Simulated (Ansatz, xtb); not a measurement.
# Two isomers of CH6N2SSi2

Structure a: `N#C[SiH2]N([SiH3])S`, a singlet. Structure b: `N#C[Si@@H](S)N[SiH3]`, a singlet. Both are isolated molecules in the gas phase, relaxed with B3LYP-D3(BJ)/def2-SVP, each in the lowest conformer that the search found.

Task: Estimate E(b) − E(a) at the level CCSD(T)/def2-SVP + ΔMP2/def2-TZVPP.

Result: Calculated at CCSD(T)/def2-SVP + ΔMP2/def2-TZVPP: E(b) − E(a) = −38.4 kcal/mol, so structure b lies lower.

Level by level:

| level | geometry | E(b) − E(a) (kcal/mol) | departure from the last row (kcal/mol) | job, with rough time for the two |
| --- | --- | --- | --- | --- |
| GFN2-xTB | GFN2-xTB | −23.8 | +14.6 | optimisation, 0.87 s |
| HF/STO-3G | GFN2-xTB | −27.4 | +11.1 | single point, 1.9 s |
| r2SCAN-D4/def2-SVP | GFN2-xTB | −40.0 | −1.6 | single point, 12 s |
| B3LYP-D3(BJ)/def2-SVP | B3LYP-D3(BJ)/def2-SVP | −37.1 | +1.3 | optimisation, 3.7 min |
| HF/def2-SVP | B3LYP-D3(BJ)/def2-SVP | −38.9 | −0.5 | part of the CCSD(T) run |
| MP2/def2-SVP | B3LYP-D3(BJ)/def2-SVP | −38.6 | −0.2 | part of the CCSD(T) run |
| CCSD(T)/def2-SVP | B3LYP-D3(BJ)/def2-SVP | −36.7 | +1.7 | single point |
| CCSD(T)/def2-SVP + ΔMP2/def2-TZVPP | B3LYP-D3(BJ)/def2-SVP | −38.4 |  | single point, 2.5 min |

As drawn, b has 1 S–Si, 1 N–H in place of 1 N–S, 1 Si–H.

None of the levels shown reverses the order. The largest departure from CCSD(T)/def2-SVP + ΔMP2/def2-TZVPP is that of GFN2-xTB, 14.6 kcal/mol. The last row adds to CCSD(T) the change of the MP2 difference between the two basis sets, here −1.7 kcal/mol.

With thermal terms from frequencies at re-optimised GFN2-xTB minima (ideal gas, soft modes damped towards free rotors, one conformer each, 298.15 K, 1 atm): on the last row, ΔE + ΔZPE = −36.7, ΔH = −36.5, ΔG = −37.3 kcal/mol.

The correlated steps freeze 18 core orbitals. Mirror images aren't counted in ΔG. Programs: Ansatz 0.2.0, xtb 6.7.1; the last row on 2 threads of AMD EPYC (Zen 3) on a shared host.

Structure b is favoured by 38.4 kcal/mol, a preference that follows from the bonds exchanged. Moving the SH group from nitrogen to silicon replaces a weak N–S bond, in which adjacent lone pairs repel and there is little ionic stabilisation, with a strong, polar Si–S bond. The hydrogen moving the other way trades Si–H for the stronger N–H bond, so both changes work in the same direction, though the total energy doesn't apportion the gain between them.

Hartree–Fock already gives nearly the full difference in the def2-SVP basis, so the preference doesn't depend on a large differential correlation energy. The much smaller gap with STO-3G probably reflects the lack of polarisation functions, which matter for bonds to silicon and sulfur. Zero-point energy trims b's advantage slightly, as expected when a stiff N–H stretch replaces a softer Si–H one, and entropy changes little. The result establishes a thermodynamic preference between these two isomers, but not how readily a would rearrange to b.
